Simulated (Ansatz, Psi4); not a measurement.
**Si2H6O (SMILES [SiH3]O[SiH3]): methods side by side**

Si2H6O has 9 atoms, charge 0, and is taken as a singlet. SMILES: `[SiH3]O[SiH3]`. Geometry: relaxed at PBE0-D4/def2-TZVP.

Each level gives the electronic atomisation energy (eV). The values are calculated. Electronic energies at fixed atoms, without zero-point motion or spin-orbit coupling.

```
          level                    kind  program  value (eV)
   PBE0/cc-pVDZ           global hybrid   Ansatz       28.17
wB97M-V/cc-pVDZ  range-separated hybrid   Ansatz       29.25
  wB97X/cc-pVDZ  range-separated hybrid   Ansatz       28.84
 B2PLYP/cc-pVDZ           double hybrid   Ansatz       28.17
RPA@PBE/cc-pVDZ                     RPA   Ansatz       26.34
    MP3/cc-pVDZ     perturbation theory     Psi4       26.85
BCCD(T)/cc-pVDZ   coupled cluster or CI   Ansatz       27.05
   CCSD/cc-pVDZ   coupled cluster or CI   Ansatz       26.88
```

The values span 26.34 to 29.25 eV.

The four density functionals, double hybrid included, bind disiloxane more strongly than any of the RPA, perturbative or coupled-cluster levels: the lowest functional value is 28.17 eV, against 27.05 eV from BCCD(T). Atomisation breaks six Si-H and two strongly polar Si-O bonds, and the electron pairs formed in these bonds carry correlation energy that the separated, open-shell atoms lack. The gap between the two groups probably reflects the double-zeta basis, which recovers too little of this pair correlation when it is built explicitly from virtual orbitals.

The BCCD(T) value is therefore no benchmark for ranking the functionals, and its distance from PBE0 shouldn't be read as overbinding by the hybrid. MP3 and CCSD nearly coincide, at 26.85 and 26.88 eV, and BCCD(T) lies only slightly higher. This suggests a molecule without strong static correlation, as expected for a saturated, closed-shell siloxane. Agreement among these levels doesn't establish absolute accuracy, since they can share the same basis error. Nor does the total separate the Si-O contribution from that of the Si-H bonds.
